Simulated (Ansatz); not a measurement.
# Swapping CH3 for F on Sn: the atomisation energy

On one Sn centre, n of the CH3 ligands are replaced by F. The atomisation energy (no zero-point term) y in kJ/mol at CCSD(T)/def2-TZVPP. Shapes, held fixed at every level: PBE0-D4/def2-TZVP. Programs: Ansatz 0.2.0.

```
  molecule  n  y (kJ/mol)
  Sn(CH3)4  0        6020
Sn(CH3)2F2  2           ?
 Sn(CH3)F3  3        2799
      SnF4  4        1662
```

**Question.** Fit y = c + s·n to the known rows and predict Sn(CH3)2F2.

**Answer.** 
1. Means of the 3 rows: n = 2.33333, y = 3493.7.
2. Σ(Δn)² = 8.6667, Σ(Δn·Δy) = -9410.7, so the slope is -9410.7/8.6667 = -1085.8.
3. Intercept: 3493.7 − (-1085.8) × 2.33333 = 6027.2. The largest residual of the fit is 29.
4. Sn(CH3)2F2: 6027.2 + (-1085.8) × 2 = 3856 kJ/mol.

The run gave 3893 kJ/mol, so the prediction is off by -37 kJ/mol, about the scatter of the fit. The steps per swap are -1064, -1094, -1137 kJ/mol. The slope is the difference between a Sn–F and a Sn–CH3 bond with the ligands’ own bonds. Other levels give for Sn(CH3)2F2: SPW92/def2-TZVPP 4526; PBE0-D4/def2-TZVPP 3955; MP2/def2-TZVPP 3950 kJ/mol. For atoms past krypton def2 sets carry core potentials with scalar relativity. Correlated rows may include outer-core shells of Sn, which these sets cover unevenly.

The fall in atomisation energy on fluorination does not mean that Sn–F bonds are weak. Each swap removes a methyl group together with its three C–H bonds, and this loss outweighs the gain from replacing a Sn–C bond with a stronger, more polar Sn–F bond. The steps also grow steadily, from -1064 to -1137 kJ/mol, so the missed prediction reflects curvature rather than random scatter: the mixed molecules lie above a straight line between the two ends. Redistribution of Sn(CH3)4 and SnF4 into Sn(CH3)2F2 is therefore energetically downhill for the isolated molecules, in keeping with the familiar ligand exchange of organotin halides. The probable cause is that methyl groups donate density to a tin centre made electron-poor by fluorine, while tin directs s character towards carbon and p character towards fluorine; each further fluorine then competes for less available density. The much higher SPW92 value fits the usual overbinding of the local density approximation. The energies do not carry over to the solid fluorides, where fluorine bridges between tin centres add further bonding.
